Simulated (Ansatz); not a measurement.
Group exchange: C2H6S2 + SiH3(CF3) → CH6S2Si + C2H3F3

Species: C2H6S2 (dimethyl disulfide) `CSSC`, singlet; SiH3(CF3), singlet; CH6S2Si `CSS[SiH3]`, singlet; C2H3F3 (1,1,1-trifluoroethane) `CC(F)(F)F`, singlet. The partners trade CH3 for SiH3: S–CH3 and C–SiH3 bonds give way to S–SiH3 and C–CH3.

Shapes, held fixed at every level: PBE0-D4/def2-TZVP. Flexible molecules stand in one conformer, not always the lowest. Programs: Ansatz 0.2.0. The zero-point and thermal change to 298 K, harmonic and unscaled (PBE0-D4/def2-TZVP), is +4.0 kJ/mol.

| level | kind | ΔH(298 K) (kJ/mol) | less CCSD(T)/CBS estimate |
| --- | --- | --- | --- |
| HF/def2-TZVPP | Hartree–Fock | -124.5 | -6.9 |
| B3LYP-D4/def2-TZVPP | global hybrid | -109.8 | +7.8 |
| BHLYP-D4/def2-TZVPP | global hybrid | -120.6 | -3.0 |
| wB97X-V/def2-TZVPP | range-separated hybrid | -113.5 | +4.1 |
| MP2/def2-TZVPP | perturbation theory | -122.6 | -5.0 |
| CCSD(T)/def2-TZVPP | coupled cluster or CI | -119.0 | -1.4 |
| CCSD/def2-TZVPP | coupled cluster or CI | -120.0 | -2.4 |
| CCSD(T)/CBS estimate | coupled cluster or CI | -117.6 | 0.0 |

The highest level, CCSD(T)/CBS estimate, gives ΔH(298 K) = -117.6 kJ/mol; the levels span -124.5 to -109.8. The column of differences is taken from that level and isn't an error. No measured value is set beside it here. The CBS estimate extrapolates MP2 from def2-TZVPP and def2-QZVPP and adds CCSD(T) − MP2 in the triple-zeta set, cores frozen.

The exchange is strongly exothermic at every level, and the spread between methods is small beside the reaction enthalpy. Hartree–Fock already gives most of the effect, which points to bond polarity rather than electron correlation as the main cause. Electropositive silicon leaves a carbon made electron-poor by three fluorines and binds to sulfur, which has lone pairs and carries more electron density. Methyl, a better partner for CF3, gains a strong C–C bond in return. The relief of the unfavourable contact between two positively polarised centres, Si and the CF3 carbon, probably adds much of the driving force.

Correlation makes the reaction somewhat less exothermic, but the number of single bonds is conserved and much of its contribution cancels. Perturbative triples shift the result by only about as much as the basis-set extrapolation does, so there is no sign of a difficult multireference case. The net enthalpy alone can't apportion the driving force between forming the Si–S bond and replacing Si–CF3 with C–CF3.
